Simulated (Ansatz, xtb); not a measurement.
# Relative energy of two isomers of C3H6BFO2

We compare I, `C[C@@H]1COB(F)O1`, a singlet, with II, `C=CCOB(O)F`, a singlet. Both are isolated molecules in the gas phase, relaxed with r2SCAN-D4/def2-SVP; the shapes shown needn't be the lowest conformers.

I (Å):

```json
{"atom": "C", "x (Å)": "-1.0528", "y (Å)": "1.3218", "z (Å)": "1.2659"}
{"atom": "C", "x (Å)": "-0.1389", "y (Å)": "1.4901", "z (Å)": "0.0748"}
{"atom": "C", "x (Å)": "-0.7946", "y (Å)": "1.1641", "z (Å)": "-1.2900"}
{"atom": "B", "x (Å)": "1.1370", "y (Å)": "0.0520", "z (Å)": "-1.1005"}
{"atom": "F", "x (Å)": "2.1404", "y (Å)": "-0.7492", "z (Å)": "-1.4091"}
{"atom": "O", "x (Å)": "0.1865", "y (Å)": "0.4191", "z (Å)": "-2.0097"}
{"atom": "O", "x (Å)": "0.9702", "y (Å)": "0.5760", "z (Å)": "0.1479"}
{"atom": "H", "x (Å)": "-1.9045", "y (Å)": "2.0172", "z (Å)": "1.1974"}
{"atom": "H", "x (Å)": "-0.5134", "y (Å)": "1.5275", "z (Å)": "2.2019"}
{"atom": "H", "x (Å)": "-1.4423", "y (Å)": "0.2923", "z (Å)": "1.3065"}
{"atom": "H", "x (Å)": "0.2806", "y (Å)": "2.5141", "z (Å)": "0.0647"}
{"atom": "H", "x (Å)": "-1.7000", "y (Å)": "0.5418", "z (Å)": "-1.1622"}
{"atom": "H", "x (Å)": "-1.0713", "y (Å)": "2.0663", "z (Å)": "-1.8578"}
```

II (Å):

```xyz
13

C     0.2291   -2.8884    1.3353
C     0.4816   -1.9138    2.2135
C     0.2696   -0.4530    1.9577
B     0.6865   -0.0473   -0.3731
F     2.0114   -0.0053   -0.1389
O    -0.1899   -0.1876    0.6479
O     0.2126    0.0675   -1.6372
H    -0.1757   -2.6661    0.3427
H     0.4082   -3.9372    1.5862
H     0.8685   -2.1553    3.2125
H    -0.4912   -0.0609    2.6568
H     1.2067    0.0977    2.1669
H     0.9240    0.1804   -2.2785
```

Q: Which of the two would you expect CCSD(T)/def2-SVP + ΔMP2/def2-TZVPP electronic energies to favour?

A: Structure I; the calculation gives E(II) − E(I) = +10.0 kcal/mol.

The same difference at several levels:

```tsv
level	geometry	E(II) − E(I) (kcal/mol)	departure from the last row (kcal/mol)	job, with rough time for the two
GFN2-xTB	GFN2-xTB	+24.1	+14.1	optimisation, 0.53 s
HF/STO-3G	GFN2-xTB	+57.1	+47.1	single point, 1.5 s
r2SCAN-D4/def2-SVP//GFN2-xTB	GFN2-xTB	+14.4	+4.4	single point, 7.5 s
r2SCAN-D4/def2-SVP	r2SCAN-D4/def2-SVP	+13.8	+3.9	optimisation, 2 min
HF/def2-SVP	r2SCAN-D4/def2-SVP	+10.0	+0.1	part of the CCSD(T) run
MP2/def2-SVP	r2SCAN-D4/def2-SVP	+12.4	+2.4	part of the CCSD(T) run
CCSD(T)/def2-SVP	r2SCAN-D4/def2-SVP	+11.6	+1.6	single point
CCSD(T)/def2-SVP + ΔMP2/def2-TZVPP	r2SCAN-D4/def2-SVP	+10.0		single point, 68 s
```

As drawn, II has 1 C=C, 1 O–H in place of 1 C–C, 1 C–O, 1 C–H. Structure I has a 5-membered ring, II no ring.

The levels shown agree on the order. The largest departure from CCSD(T)/def2-SVP + ΔMP2/def2-TZVPP is that of HF/STO-3G, 47.1 kcal/mol. The last row adds to CCSD(T) the change of the MP2 difference between the two basis sets, here −1.6 kcal/mol.

With thermal terms from frequencies at re-optimised GFN2-xTB minima (ideal gas, soft modes damped towards free rotors, one conformer each, 298.15 K, 1 atm): the zero-point term adds −2.4 kcal/mol; ΔH is +8.4 and ΔG +6.4 kcal/mol.

The correlated steps freeze 7 core orbitals. Mirror images aren't counted in ΔG. Programs: Ansatz 0.2.0, xtb 6.7.1; the last row on 2 threads of Intel(R) Xeon(R) Processor on a shared host.

Structure I is favoured because closing the ring formally adds the O–H bond of II across its C=C bond, exchanging a relatively weak π bond and an O–H bond for C–O and C–H σ bonds. Boron keeps two oxygens and one fluorine in both isomers, so π donation into its empty p orbital should largely cancel, and the strain of the five-membered ring is probably too small to offset the gain in σ bonding. The free-energy gap is narrower than the enthalpy gap, as expected when ring opening releases internal rotations.

The huge HF/STO-3G preference for the ring comes mainly from the minimal basis, since HF/def2-SVP gives only +10.0 kcal/mol. That value's match with the best level is partly fortuitous: correlation in the same basis raises the difference, while the basis correction lowers it again. The energies support a thermodynamic preference for I over II as drawn, but say nothing about the barrier to cyclisation, which may well be high for an unactivated alkene without a catalyst.
